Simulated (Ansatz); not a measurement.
Theory: Ansatz, DFT PBE, scalar-relativistic, plane waves, PAW. Settings: cutoff 420 eV, Γ-centred meshes spaced at most about 0.3 Å⁻¹, and about 0.25 Å⁻¹ or finer for metals (2π included), Gaussian smearing. No spin polarisation in the final relaxations.

These are static total energies at zero pressure.

Compare these two cells of CdS₄, each relaxed at this level.

A. Space group P6/mmm (No. 191), hexagonal, a = 5.419 Å, c = 5.023 Å. Cd is surrounded by 2 S at 2.51 Å and 6 S at 2.71 Å; S on a site of symmetry mmm has 2 Cd at 2.71 Å and 4 S at 2.71 Å; around S on a site of symmetry 6/mmm lie 2 Cd at 2.51 Å.

B. Space group P-3m1 (No. 164), trigonal, a = 3.652 Å, c = 8.378 Å. Around Cd lie 6 S at 2.66 Å; S on its first site has 3 Cd at 2.66 Å and 3 S at 2.80 Å; around S on its second site lie 3 S at 2.56 Å and 3 S at 2.80 Å.

**Question.** Which form is favoured at zero pressure, and by what margin per atom?

**Answer.** B is lower, by 0.40 eV/atom. A has space group P6/mmm (No. 191), 25.5 Å³/atom and no gap on its mesh; B has space group P-3m1 (No. 164), 19.4 Å³/atom and no gap. Counting S atoms around Cd (those within 1.25 times the shortest such distance or 1.15 times the sum of covalent radii, 1.27 where that leaves under three), A has Cd 8 and B has Cd 6. The denser one is the lower, and pressure would at first widen the difference. Even the lower one lies +0.41 eV/atom against the reference forms of the elements (uncorrected), so neither is stable at this level. Both come from invented guesses. A third cell relaxed alike, in P4/mmm, lies 0.32 eV/atom below the lower of the two.

A magnetic state wasn't ruled out in cells without spin, among them P6/mmm. Cells relaxed within their symmetry can be saddle points.

Form B is favoured over A even though its Cd has fewer S neighbours, so the Cd count alone doesn't set the order. The difference more likely lies in the sulfur sublattice: B packs more tightly and has S–S contacts down to 2.56 Å, against 2.71 Å in A, which suggests better 3p overlap. Even these contacts are far longer than a normal S–S single bond, so neither cell contains true polysulfide units.

This probably explains both the missing gap and the high energy. Cd supplies only two valence electrons for four S atoms, and without strong S–S bonds to take up the remaining holes, the S 3p bands stay partly filled. A chain-like polysulfide anion could satisfy the same electron count with a closed shell.

The P4/mmm cell shows that B isn't the best arrangement at this composition, yet it too remains above the elements. Since CdS forms exothermically, decomposition into CdS and sulfur should be still more favourable than the comparison with the elements implies.
